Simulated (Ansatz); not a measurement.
Abstraction of F: C3H7F + C2H2F → C3H7 + C2H2F2

Gas-phase species: C3H7F `CC(C)F`, singlet; C2H2F `C=[C]F`, doublet; C3H7 (methylethyl) `C[CH]C`, doublet; C2H2F2 (vinylidene fluoride) `C=C(F)F`, singlet. A radical takes F: the energy is the difference in strength between two C–F bonds in different surroundings.

Shapes, held fixed at every level: PBE0-D4/def2-TZVP. Programs: Ansatz 0.2.0. The zero-point and thermal change to 298 K, harmonic and unscaled (PBE0-D4/def2-TZVP), is -3.9 kJ/mol.

```
                level                    kind  ΔH(298 K) (kJ/mol)  CPU time (sum over the molecules)
        HF/def2-TZVPP            Hartree–Fock               -51.3                                  –
     SPW92/def2-TZVPP                     LDA               -72.8                              8.8 s
    PBE-D4/def2-TZVPP                     GGA               -66.5                               19 s
  B3LYP-D4/def2-TZVPP           global hybrid               -64.1                               26 s
   PBE0-D4/def2-TZVPP           global hybrid               -69.0                               19 s
r2SCAN0-D4/def2-TZVPP           global hybrid               -69.2                               30 s
   wB97X-V/def2-TZVPP  range-separated hybrid               -62.1                               48 s
    B2PLYP/def2-TZVPP           double hybrid               -62.8                               33 s
```

B2PLYP/def2-TZVPP gives ΔH(298 K) = -62.8 kJ/mol; the levels span -72.8 to -51.3. The median of the levels is -65.3. No measured value is set beside it here. Spin contamination: C2H2F (⟨S²⟩ up to 0.93). Open shells run unrestricted. Times are processor times on shared x86 and Arm servers, and rough.

Fluorine transfer to the 1-fluorovinyl radical is exothermic at every level, so the C–F bond formed in vinylidene fluoride is stronger than the one broken in 2-fluoropropane. Both ends of the reaction contribute. The attacking radical holds its unpaired electron in an in-plane σ orbital with high s character, where the π bond can do little to delocalise it, while the isopropyl radical released is stabilised by hyperconjugation. The new bond also joins fluorine to an sp² carbon that already bears one, and such geminal C–F bonds strengthen each other through lone-pair donation into the neighbouring σ* orbital.

The sign is therefore secure, but the magnitude is less so. Hartree–Fock gives the weakest driving force, probably because spin polarisation lowers the energy of the vinylic reactant without a matching gain in the closed-shell product. Exact exchange alone doesn't order the functionals, since PBE0 lies below PBE-D4 and B3LYP above it. The exothermicity says nothing about the barrier, which is typically high for fluorine abstraction by carbon radicals.
